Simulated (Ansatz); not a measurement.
# Compressing MnAl$_{6}$: a fit and a missing row

MnAl$_{6}$, Cmcm, a = 7.488 Å, b = 6.412 Å, c = 8.756 Å. The structure is a Materials Project entry; whether it is the stable form wasn't checked. Ansatz: PBEsol, PAW, 420 eV, Γ-centred 8×8×4 mesh on 14 atoms, Gaussian smearing 0.10 eV; no spin polarisation. Shape and atoms are relaxed at each volume; pressure is positive in compression.

```tsv
V (Å³/atom)	P (GPa)
13.211	?
13.661	12.52
14.112	7.68
14.562	3.54
15.012	0.00
15.463	-3.04
15.913	-5.63
16.514	-8.49
```

Q: Take V0 = 15.012 Å³/atom, fit the third-order Birch–Murnaghan form to the other rows, and predict the missing pressure.

A: With the Eulerian strain f = ½[(V0/V)^(2/3) − 1] and y = P/[3f(1 + 2f)^(5/2)], the form is the line y = B0 + 1.5 B0 (B0′ − 4) f. Rows (f, y): 0.03244, 109.9; 0.02104, 109.8; 0.01025, 109.4; -0.00977, 109.0; -0.01906, 108.5; -0.03080, 107.7. Means f = 0.0006833, y = 109.05; Σ(Δf)² = 0.003005, ΣΔfΔy = 0.09949; the slope is their ratio. y = 109.0 + 33.11 f GPa, so B0 = 109.0 GPa and B0′ = 4 + 2 × (33.11)/(3 × 109.0) = 4.20. At V = 13.211, f = 0.04447, y = 110.47 and P = 18.24 GPa. The run gave 18.18 GPa, so the fit is 0.06 GPa too high, a small miss on the scale of the series.

Spin polarisation was left out, and a magnetic state may lie lower.

Cost: 8 runs of about 10 core-minutes in all, on Oxide Virtual Turin-like Processor (Zen 5) (shared hosts).

The compound resists compression clearly more than elemental aluminium does, with B0 = 109.0 GPa. The probable reason is hybridisation between Mn 3d and Al sp states, which adds directional, partly covalent bonding to the free-electron-like cohesion of the aluminium-rich framework. Squeezing the cell raises the electrons' kinetic energy and the overlap repulsion, so pressure climbs ever faster as volume falls.

The small miss has a systematic side: y rises with f throughout, but it levels off towards compression, from 109.8 to 109.9 over the last fitted step. A straight line therefore overshoots when extended to the missing row. This suggests a higher-order strain term, although stress errors from the finite plane-wave basis could bend the curve in the same way. The fit supports interpolation and a short extrapolation better than it fixes B0′.

The relaxed cell is also somewhat smaller than the measured one, probably because PBEsol tends to overbind 3d metals; that would make the computed stiffness an overestimate. A smooth hydrostatic curve says nothing about resistance to shear.
